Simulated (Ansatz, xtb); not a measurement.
**Relative energy of two isomers of C2H6F2Sn**

We compare a, `C[CH2][SnH]([F])[F]`, a singlet, with b, `[CH3][Sn]([CH3])([F])[F]`, a singlet. Both are isolated molecules in the gas phase, relaxed with B3LYP-D3(BJ)/def2-SVP; the shapes shown needn't be the lowest conformers.

a (Å):

```tsv
atom	x (Å)	y (Å)	z (Å)
C	-0.6333	2.0336	-0.9208
C	-1.3379	0.6955	-0.6901
F	1.6148	-0.7200	-0.5260
F	0.4308	0.3711	2.0493
Sn	-0.0681	-0.6221	0.4498
H	-1.2743	2.7165	-1.5023
H	-0.3903	2.5271	0.0327
H	0.3082	1.8992	-1.4753
H	-2.2759	0.8073	-0.1243
H	-1.5751	0.1780	-1.6326
H	-0.4099	-2.2197	0.9693
```

b (Å):

```yaml
atoms:
  - { symbol: C, position_ang: [0.1274, 0.2558, 0.7432] }
  - { symbol: C, position_ang: [-2.0304, -0.3080, -2.3885] }
  - { symbol: F, position_ang: [0.9524, 1.0491, -2.3270] }
  - { symbol: F, position_ang: [0.7324, -1.9048, -1.6450] }
  - { symbol: Sn, position_ang: [-0.1649, -0.2021, -1.3328] }
  - { symbol: H, position_ang: [0.7678, 1.1464, 0.8023] }
  - { symbol: H, position_ang: [-0.8322, 0.4446, 1.2431] }
  - { symbol: H, position_ang: [0.6342, -0.6019, 1.2062] }
  - { symbol: H, position_ang: [-2.1217, -1.3208, -2.8039] }
  - { symbol: H, position_ang: [-2.8740, -0.0954, -1.7180] }
  - { symbol: H, position_ang: [-1.9968, 0.4295, -3.2019] }
```

Estimate which is lower in electronic energy at CCSD(T)/def2-SVP + ΔMP2/def2-TZVPP, and by roughly how much.

The CCSD(T)/def2-SVP + ΔMP2/def2-TZVPP calculation puts structure b lower, by 12.1 kcal/mol.

Level by level:

```
                             level               geometry  E(b) − E(a) (kcal/mol)  departure from the last row (kcal/mol)  job, with rough time for the two
                          GFN2-xTB               GFN2-xTB                      +4.2                                   +16.3              optimisation, 0.12 s
                         HF/STO-3G               GFN2-xTB                     −13.1                                    −1.0              single point, 0.66 s
                r2SCAN-D4/def2-SVP               GFN2-xTB                      −8.8                                    +3.3                 single point, 2 s
             B3LYP-D3(BJ)/def2-SVP  B3LYP-D3(BJ)/def2-SVP                      −9.2                                    +2.9                optimisation, 99 s
                       HF/def2-SVP  B3LYP-D3(BJ)/def2-SVP                      −9.5                                    +2.6           part of the CCSD(T) run
                      MP2/def2-SVP  B3LYP-D3(BJ)/def2-SVP                      −9.6                                    +2.5           part of the CCSD(T) run
                  CCSD(T)/def2-SVP  B3LYP-D3(BJ)/def2-SVP                      −8.7                                    +3.4                      single point
CCSD(T)/def2-SVP + ΔMP2/def2-TZVPP  B3LYP-D3(BJ)/def2-SVP                     −12.1                                                        single point, 29 s
```

As drawn, b has 1 C–Sn, 1 C–H in place of 1 C–C, 1 Sn–H.

GFN2-xTB puts the two in the other order. The largest departure from CCSD(T)/def2-SVP + ΔMP2/def2-TZVPP is that of GFN2-xTB, 16.3 kcal/mol. The last row adds to CCSD(T) the change of the MP2 difference between the two basis sets, here −3.4 kcal/mol, a large step that makes the value less sure.

With harmonic frequencies from B3LYP-D3(BJ)/def2-SVP (ideal gas, rigid rotor, one conformer each, 298.15 K, 1 atm): on the last row, ΔE + ΔZPE = −12.0 kcal/mol. A mode under 50 cm⁻¹ makes harmonic enthalpies and free energies unreliable, so none is given.

The correlated steps freeze 8 core orbitals; the filled d shell of Sn is correlated, in a basis made for valence electrons. Atoms past krypton carry core potentials in the def2 sets, other sets are all-electron and non-relativistic, and no spin–orbit term is included. Codes used: Ansatz 0.2.0, xtb 6.7.1; the last row on 2 threads of Intel(R) Xeon(R) 6975P-C (Granite Rapids) on a shared host.

Dimethyltin difluoride (b) lies below its ethyltin hydride isomer (a) in every row except GFN2-xTB. The isomers differ by a trade of bonds: b gives up a C–C and a Sn–H bond for a C–Sn and a C–H bond. Tin's diffuse valence orbitals overlap poorly with both hydrogen and carbon, so both bonds to tin are weaker than their carbon counterparts. The sign suggests that replacing Sn–H by C–H gains more than replacing C–C by C–Sn costs.

The preference is already present at the mean-field level, and in the def2-SVP basis correlation shifts it by less than 1 kcal/mol. The reversed order from GFN2-xTB comes from its energy rather than its structures, since r2SCAN-D4 on the same geometries favours b; its balance of tin and carbon bond strengths is probably at fault. The closeness of HF/STO-3G to the last row is probably a cancellation of errors. The gas-phase gap can't be carried over to the solids, where organotin fluorides commonly associate through Sn–F–Sn bridges.
